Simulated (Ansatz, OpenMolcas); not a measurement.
## B2NH2OF (SMILES OB1NB1F): methods side by side

B2NH2OF: 7 atoms, total charge 0, spin state singlet. As SMILES, `OB1NB1F`. The shape is that of a PBE0-D4/def2-TZVP optimisation. This is one conformer, not always the lowest.

```xyz
7

O    -1.2767    0.1764    1.3081
B    -0.3790    0.1502    0.3042
N     0.6322   -0.7682   -0.0948
B     0.5870    0.3397   -0.9541
F     1.2500    0.7241   -2.0253
H    -1.8294    0.9602    1.2934
H     1.0772   -1.6504    0.1229
```

Each level gives the energy change with the O1–H6 bond stretched from 0.959 to 2.110 Å (eV). The values are calculated.

```json
{"level": "SVWN5/def2-SVP (restricted)", "kind": "LDA", "program": "OpenMolcas", "value (eV)": "4.59", "CPU time (all runs)": "58 s"}
{"level": "M06-L/def2-SVP (restricted)", "kind": "meta-GGA", "program": "OpenMolcas", "value (eV)": "4.84", "CPU time (all runs)": "100 s"}
{"level": "TPSS/def2-SVP (restricted)", "kind": "meta-GGA", "program": "OpenMolcas", "value (eV)": "4.55", "CPU time (all runs)": "94 s"}
{"level": "r2SCAN/def2-SVP (restricted)", "kind": "meta-GGA", "program": "Ansatz", "value (eV)": "4.85", "CPU time (all runs)": "17 s"}
{"level": "BHLYP/def2-SVP (restricted)", "kind": "global hybrid", "program": "OpenMolcas", "value (eV)": "5.78", "CPU time (all runs)": "59 s"}
{"level": "CAM-B3LYP/def2-SVP (restricted)", "kind": "range-separated hybrid", "program": "Ansatz", "value (eV)": "5.40", "CPU time (all runs)": "12 s"}
{"level": "wB97X/def2-SVP (restricted)", "kind": "range-separated hybrid", "program": "Ansatz", "value (eV)": "5.62", "CPU time (all runs)": "38 s"}
{"level": "MP2/def2-SVP (restricted)", "kind": "perturbation theory", "program": "OpenMolcas", "value (eV)": "5.16", "CPU time (all runs)": "14 s"}
```

The first shape isn't each level's own minimum. The values span 4.55 to 5.78 eV. CPU times are rough (shared hosts, several kinds of processor and program).

Stretching the O–H bond costs less with every semilocal functional (4.55 to 4.85 eV) than with MP2 (5.16 eV), and more with every hybrid, up to 5.78 eV for BHLYP. Within the semilocal group, the step from LDA to meta-GGA brings no uniform shift, as TPSS lies marginally below SVWN5 while M06-L and r2SCAN lie above it.

At this length the σ and σ* orbitals of the bond approach each other, and the singlet takes on the character of two weakly coupled radical centres. A restricted determinant keeps both bonding electrons in one spatial orbital and so retains too much ionic H⁺/O⁻ and H⁻/O⁺ character. The hybrids probably lie higher because exact exchange lacks the left-right correlation that semilocal exchange partly mimics.

The spread therefore says more about how each method treats a half-broken electron pair than about the strength of the B–O–H linkage. MP2's middle position doesn't make it a benchmark, since its perturbation expansion also deteriorates as the orbital gap closes.
